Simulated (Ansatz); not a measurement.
MgRe3: energy above lowest point against volume scale

Free energy against uniform scaling of the volume at fixed shape and fractions; periodic cell, basis, potentials, k mesh and filling as listed. The results are calculated, by Ansatz 0.2.0.

The cell before it is scaled or strained (space group Fm-3m, No. 225):
```
MgRe3
1.0
      0.0000     3.1145     3.1145
      3.1145     0.0000     3.1145
      3.1145     3.1145     0.0000
Mg Re
1 3
Direct
  0.00000 0.00000 0.00000
  0.25000 0.25000 0.25000
  0.50000 0.50000 0.50000
  0.75000 0.75000 0.75000
```

Settings of every row: functional PBE; dispersion none; potentials PAW; wave cutoff 500 eV; density cutoff 2000 eV; k mesh 7x7x7; k shift 0x0x0; occupations cold; smearing width 0.1 eV; spin none.

Limits: coarse k mesh, up to 40 meV an atom off; no spin-orbit coupling, which can matter with elements this heavy; the cell comes from a prototype or a list of computed structures and needn't be the stable phase.

| row | volume scale | V (Å³/atom) | energy above lowest point (meV/atom) |
| --- | --- | --- | --- |
| 1 | 0.88 | 13.293 | 218.3 |
| 2 | 0.92 | 13.897 | 88.6 |
| 3 | 0.96 | 14.501 | ? |
| 4 | 1 | 15.105 | 0 |
| 5 | 1.04 | 15.71 | 19.7 |
| 6 | 1.08 | 16.314 | 71.2 |
| 7 | 1.12 | 16.918 | 147.9 |

Question: what energy above lowest point should row 3 give?

Worked fit of energy above lowest point. Take u = (V_r/V)^(2/3) − 1 with V_r = 15.408 Å³ an atom, which is twice the finite (Eulerian) strain; such expansions in the strain, on which the Birch-Murnaghan equation of state is built, carry the rest volume and the bulk modulus. The shown rows have u = 0.10344, 0.07123, 0.01333, -0.01286, -0.03737, -0.06042. Least squares give energy above lowest point = 5.5 − 764.72 × u + 26703.8 × u² + 5602 × u³ meV/atom; a parabola predicts inner rows, each left out in turn, worse (root mean square 0.96 against 0.2 meV/atom). The rows lie off it by 0.0, 0.1, -0.1, 0.0, 0.1, -0.1. Its lowest point lies at u = 0.0143, or V = 15.08 Å³ an atom, and the curvature there gives the bulk modulus at fixed shape and fractions, B = (4/9)(1 + u)² E″(u)/V = 262 GPa. The withheld row has u = 0.04128, so the fit gives 5.5 − 764.72 × (0.04128) + 26703.8 × (0.04128)² + 5602 × (0.04128)³ = 19.8 meV/atom.

The calculation gave 19.8 meV/atom. The fit meets it to the printed digit.
